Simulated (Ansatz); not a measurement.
**A family of molecules: the atomisation energy (no zero-point term)**

One atom is swapped for its congeners: CH4BFO2 `COB(O)F`; CH4BClO2 `COB(O)Cl`; CH4BBrO2 `COB(O)Br`. All are singlets with charge 0.

Shapes, held fixed at every level: PBE0-D4/def2-TZVP. Flexible molecules stand in one conformer, not always the lowest. Programs: Ansatz 0.2.0. Values in eV.

| level | CH4BFO2 | CH4BClO2 | CH4BBrO2 |
| --- | --- | --- | --- |
| PBE-D4/def2-TZVPP | 41.16 | 39.15 | 38.50 |
| B3LYP-D4/def2-TZVPP | 40.15 | 38.10 | 37.44 |
| PBE0-D4/def2-TZVPP | 40.17 | 38.28 | 37.63 |
| wB97X-V/def2-TZVPP | 40.18 | 38.21 | 37.52 |
| B2PLYP/def2-TZVPP | 39.93 | 37.85 | 37.19 |
| CCSD/def2-TZVPP | 38.64 | 36.59 | 35.97 |
| CCSD(T)/def2-TZVPP | 39.23 | 37.20 | 36.59 |

At CCSD(T)/def2-TZVPP the atomisation energy falls at every step, from 39.23 to 36.59 eV. Every level shows the same order. Relativity is left out for Br unless named. Correlated rows may include outer-core shells of Br, which these sets cover unevenly. Spin-orbit coupling, which grows down the group, is left out (summed over each molecule's free atoms 0.04, 0.06, 0.18 eV).

Replacing fluorine with chlorine costs far more atomisation energy than going on from chlorine to bromine, and this uneven pattern holds at every level. Since the methoxy and hydroxy groups are common to all three molecules, the trend mainly reflects the boron–halogen bond. Fluorine forms a short, strongly polar bond to boron, and its compact 2p lone pairs overlap well with the formally empty boron 2p orbital. The larger, less electronegative halogens lose much of the ionic contribution and have more diffuse valence orbitals, which weakens the σ bond.

The methods disagree much more on the absolute energies than on the differences between the molecules, as errors in the shared framework largely cancel. PBE binds most strongly throughout, while the triples correction recovers binding that CCSD misses. The hybrids' excess over CCSD(T) is probably due in part to slow basis-set convergence of the coupled-cluster correlation energy, so it is not a clean measure of functional error. The totals also do not establish the ease of halide displacement, which depends on the products and barriers.
